**Spin polarisation of the 4p shell of arsenic: Stoner parabola, exchange splitting and the shift of the level centre**

The table holds the energy change, the 4p exchange splitting and the 4p spin-up eigenvalue of a spherical all-electron As atom (non-relativistic, spin-polarised LDA with VWN5 correlation, ld1.x) for imposed 4p moments from 0 to 3 μB. The program fits the Stoner form $E = -Im^2/4$, $\Delta = Im$, tries a quartic correction and the exchange-only electron-gas shape, integrates the splitting by Janak's theorem, and analyses the mean of the up and down levels with levels and radii from two of the runs. One constant, $I = 0.630$ eV, gives energies and splittings to about 1 %, with residuals well above rounding; the quartic term misses the flattening of splitting per moment towards 3 μB, and the exchange-only shape overshoots the 1.9 % drift. The mean level rises almost as $m^2$, which flattens the spin-up eigenvalue, and between 0.75 and 2.25 μB the 1s shift of 0.175 eV matches the electrostatic estimate of 0.178 eV from the contracting valence shell.

Spherical all-electron Kohn-Sham calculations with Quantum ESPRESSO ld1.x 7.5 for the As atom, [Ar] 3d10 4s2 4p3, non-relativistic and spin-polarised, with the LDA-VWN5 functional and a point nucleus. Electrons are moved from spin down to spin up within the 4p shell, with equal spin occupations kept in all other shells; the eigenvalue and splitting are those of 4p.

## Numerical check

```python
# Table: As atom 4p3, ld1.x, spherical all-electron spin-polarised LDA (VWN5), non-relativistic:
# energy change, 4p exchange splitting and 4p spin-up eigenvalue (eV) against imposed 4p moment (muB).
# Tested: Stoner form E=-I m^2/4, D=I m; quartic term; exchange-only gas shape; Janak; mean-level shift.
T = {
    'moment': [0.0, 0.75, 1.5, 2.25, 3.0],  # μB
    'energy_change': [0.0, -0.087525, -0.35144, -0.79505, -1.4197],  # eV
    'exchange_splitting': [0.0, 0.4674, 0.942, 1.4248, 1.9051],  # eV
    'spin_up_eigenvalue': [-5.3742, -5.5883, -5.7656, -5.9036, -5.9955],  # eV
    'split_per_moment': [None, 0.623, 0.628, 0.633, 0.635],  # eV/μB
}
import numpy as np
from scipy.constants import physical_constants as pc
Ha = pc['Hartree energy in eV'][0]
m, E, D, up = (np.array(T[k], float) for k in ('moment', 'energy_change', 'exchange_splitting', 'spin_up_eigenvalue'))
f = lambda a, n=4: ' '.join(f'{x:.{n}f}' for x in a)
x, e, d = m[1:], E[1:], D[1:]
fl = 0.5*10**(np.floor(np.log10(-e)) - 4)
print('rows m (muB):', f(x, 2), '| table split/moment:', f(T['split_per_moment'][1:], 3))
print('rounding: E (meV)', f(1e3*fl), '| D about 0.1 meV | D/m', f(1e-4/x, 5))
print('I from energy -4E/m^2 (eV/muB^2):', f(-4*e/x**2))
print('I from splitting D/m (eV/muB):', f(d/x), f'| rise first to last {100*(d[-1]/x[-1]/(d[0]/x[0])-1):.2f} %')
pE, pD = np.polyfit(np.log(x), np.log(-e), 1)[0], np.polyfit(np.log(x), np.log(d), 1)[0]
print(f'log-log exponents: energy {pE:.3f}, splitting {pD:.3f}')
print('steps of E (eV):', f(np.diff(E)), '| steps of D (eV):', f(np.diff(D)))
I = -4*np.sum(e*x**2)/np.sum(x**4)
print(f'Stoner, I fitted to E: I = {I:.4f} eV/muB^2')
print('  E table-model (meV):', f(1e3*(e + I*x**2/4), 2), '| %:', f(100*(e/(-I*x**2/4) - 1), 2))
print('  D table-model (meV):', f(1e3*(d - I*x), 1), '| %:', f(100*(d/(I*x) - 1), 2))
for lab, s in (('all rows', slice(None)), ('m<3 only (down shell occupied)', slice(0, 3))):
    I0, b = np.linalg.lstsq(np.c_[-x[s]**2/4, -x[s]**4], e[s], rcond=None)[0]
    print(f'quartic E=-I0 m^2/4-b m^4, {lab}: I0 = {I0:.4f}, b = {1e3*b:.3f} meV/muB^4')
    print('  E resid (meV):', f(1e3*(e + I0*x**2/4 + b*x**4), 2), '| D resid (meV):', f(1e3*(d - I0*x - 8*b*x**3), 1))
for N in (3, 5):
    g = (np.cbrt(1 + x/N) - np.cbrt(1 - x/N))/x
    print(f'exchange-only gas, zeta=m/{N}: D/m rise over first row (%):', f(100*(g/g[0] - 1), 1))
print('table: D/m rise over first row (%):', f(100*(d/x/(d[0]/x[0]) - 1), 1))
h = m[1] - m[0]
trap = -np.cumsum(h*(D[1:] + D[:-1])/4)
s2 = -h/6*(D[0] + 4*D[1] + D[2]); s4 = s2 - h/6*(D[2] + 4*D[3] + D[4])
print('Janak trapezoid E (eV):', f(trap), '| table-integral (meV):', f(1e3*(e - trap), 2))
print(f'Janak Simpson: m=1.5 {s2:.5f} (table {E[2]}), m=3 {s4:.5f} (table {E[4]}) eV')
dn, mean = up + D, up + D/2
sh = mean[1:] - mean[0]
print('down level (eV):', f(dn), '| steps:', f(np.diff(dn), 3))
print('up steps (eV):', f(np.diff(up), 3), f'| total {up[-1]-up[0]:.3f} vs -D/2 {-D[-1]/2:.3f}')
print('mean level (eV):', f(mean), '| shift:', f(sh))
pM = np.polyfit(np.log(x), np.log(sh), 1)[0]; c = np.sum(sh*x**2)/np.sum(x**4)
print('shift/m^2 (eV/muB^2):', f(sh/x**2), f'| exponent {pM:.3f}, c = {c:.4f}, implied dI/dN = {-4*c:.3f}')
print('up level - (e0 - I m/2 + c m^2) (meV):', f(1e3*(up[1:] - (up[0] - I*x/2 + c*x**2)), 1))
# further outputs of the same runs, m=0.75 and 2.25, order (up,down,up,down): occupations, eigenvalues eV, <1/r> 1/bohr
L = {'1s': ([1]*4, [-11519.57, -11519.54, -11519.43, -11519.33], [32.4583, 32.45834, 32.45825, 32.45838]),
     '2s': ([1]*4, [-1444.724, -1444.707, -1444.57, -1444.517], [7.149874, 7.149863, 7.149877, 7.149846]),
     '2p': ([3]*4, [-1293.292, -1293.264, -1293.146, -1293.064], [7.131483, 7.131445, 7.131513, 7.1314]),
     '3s': ([1]*4, [-183.1541, -183.1125, -183.0308, -182.9073], [2.325364, 2.325525, 2.325175, 2.325658]),
     '3p': ([3]*4, [-132.0264, -131.9781, -131.9099, -131.7662], [2.208808, 2.209148, 2.208439, 2.209459]),
     '3d': ([5]*4, [-41.9979, -41.9238, -41.9066, -41.6854], [1.912853, 1.914594, 1.911094, 1.916337]),
     '4s': ([1]*4, [-14.4766, -13.979, -14.8012, -13.2899], [0.6712397, 0.6717641, 0.6702788, 0.6721848]),
     '4p': ([1.875, 1.125, 2.625, 0.375], [up[1], dn[1], up[3], dn[3]], [0.5187374, 0.5142917, 0.5212427, 0.5077038])}
print('shell: split 0.75, split 2.25, mean shift 0.75->2.25, change of occ*<1/r> (all eV)')
V = 0
for k, (o, ev, r) in L.items():
    v = Ha*(o[2]*r[2] + o[3]*r[3] - o[0]*r[0] - o[1]*r[1]); V += v*(k != '1s')
    print(f'  {k}: {ev[1]-ev[0]:.3f} {ev[3]-ev[2]:.3f} {(ev[2]+ev[3]-ev[0]-ev[1])/2:.3f} {v:+.3f}')
print(f'electrostatic shift at nucleus from n>=2 shells: {V:.3f} eV (1s levels rounded to 0.01 eV)')
xc, hr, dE = Ha*(-79.68087 + 79.64745), Ha*(960.9305 - 960.7397), E[3] - E[1]  # further outputs, hartree
print(f'0.75->2.25 (eV): total {dE:.3f}, xc {xc:.3f}, all else {dE-xc:.3f}, Hartree {hr:.2f}, kinetic+nuclear {dE-xc-hr:.2f}')
ru, rd, r2 = (2.535031, 2.515998), (2.566585, 2.614344), (41.71595, 41.33061)  # further outputs, bohr, bohr^2
print(f'4p <r>: up {100*(ru[1]/ru[0]-1):+.2f} %, down {100*(rd[1]/rd[0]-1):+.2f} %, sum r^2 {100*(r2[1]/r2[0]-1):+.2f} %')
print(f'4p occupation-weighted <r>: {(1.875*ru[0]+1.125*rd[0])/3:.4f} -> {(2.625*ru[1]+0.375*rd[1])/3:.4f} bohr')
print(f'-up level at m=3 over rough recalled ionisation energy 9.8 eV: {-up[-1]/9.8:.2f}')
assert 1.9 < pE < 2.1 and 0.9 < pD < 1.1
assert abs(s2 - E[2]) < 5e-4 and abs(s4 - E[4]) < 5e-4
assert np.all(np.diff(d/x) > 0) and np.diff(D)[-1] < np.diff(D)[-2]
assert np.all(np.diff(up) < 0) and np.all(np.diff(up, 2) > 0) and 1.8 < pM < 2.2
```

It prints:

```
rows m (muB): 0.75 1.50 2.25 3.00 | table split/moment: 0.623 0.628 0.633 0.635
rounding: E (meV) 0.0005 0.0050 0.0050 0.0500 | D about 0.1 meV | D/m 0.00013 0.00007 0.00004 0.00003
I from energy -4E/m^2 (eV/muB^2): 0.6224 0.6248 0.6282 0.6310
I from splitting D/m (eV/muB): 0.6232 0.6280 0.6332 0.6350 | rise first to last 1.90 %
log-log exponents: energy 2.010, splitting 1.014
steps of E (eV): -0.0875 -0.2639 -0.4436 -0.6246 | steps of D (eV): 0.4674 0.4746 0.4828 0.4803
Stoner, I fitted to E: I = 0.6300 eV/muB^2
  E table-model (meV): 1.07 2.95 2.34 -2.12 | %: -1.21 -0.83 -0.29 0.15
  D table-model (meV): -5.1 -3.1 7.2 15.0 | %: -1.08 -0.32 0.51 0.79
quartic E=-I0 m^2/4-b m^4, all rows: I0 = 0.6238, b = 0.201 meV/muB^4
  E resid (meV): 0.26 0.46 -0.41 0.10 | D resid (meV): -1.1 0.9 3.0 -9.6
quartic E=-I0 m^2/4-b m^4, m<3 only (down shell occupied): I0 = 0.6220, b = 0.305 meV/muB^4
  E resid (meV): 0.04 -0.02 0.00 4.55 | D resid (meV): -0.1 0.7 -2.5 -26.9
exchange-only gas, zeta=m/3: D/m rise over first row (%): 0.0 4.1 13.7 86.8
exchange-only gas, zeta=m/5: D/m rise over first row (%): 0.0 1.3 3.7 7.7
table: D/m rise over first row (%): 0.0 0.8 1.6 1.9
Janak trapezoid E (eV): -0.0876 -0.3519 -0.7957 -1.4200 | table-integral (meV): 0.11 0.46 0.62 0.33
Janak Simpson: m=1.5 -0.35145 (table -0.35144), m=3 -1.41974 (table -1.4197) eV
down level (eV): -5.3742 -5.1209 -4.8236 -4.4788 -4.0904 | steps: 0.253 0.297 0.345 0.388
up steps (eV): -0.214 -0.177 -0.138 -0.092 | total -0.621 vs -D/2 -0.953
mean level (eV): -5.3742 -5.3546 -5.2946 -5.1912 -5.0429 | shift: 0.0196 0.0796 0.1830 0.3313
shift/m^2 (eV/muB^2): 0.0348 0.0354 0.0361 0.0368 | exponent 2.039, c = 0.0366, implied dI/dN = -0.146
up level - (e0 - I m/2 + c m^2) (meV): 1.6 -1.2 -5.8 -5.5
shell: split 0.75, split 2.25, mean shift 0.75->2.25, change of occ*<1/r> (all eV)
  1s: 0.030 0.100 0.175 -0.000
  2s: 0.017 0.053 0.172 -0.000
  2p: 0.028 0.082 0.173 -0.001
  3s: 0.042 0.124 0.164 -0.002
  3p: 0.048 0.144 0.164 -0.005
  3d: 0.074 0.221 0.165 -0.002
  4s: 0.498 1.511 0.182 -0.015
  4p: 0.467 1.425 0.163 +0.202
electrostatic shift at nucleus from n>=2 shells: 0.178 eV (1s levels rounded to 0.01 eV)
0.75->2.25 (eV): total -0.708, xc -0.909, all else 0.202, Hartree 5.19, kinetic+nuclear -4.99
4p <r>: up -0.75 %, down +1.86 %, sum r^2 -0.92 %
4p occupation-weighted <r>: 2.5469 -> 2.5283 bohr
-up level at m=3 over rough recalled ionisation energy 9.8 eV: 0.61
```
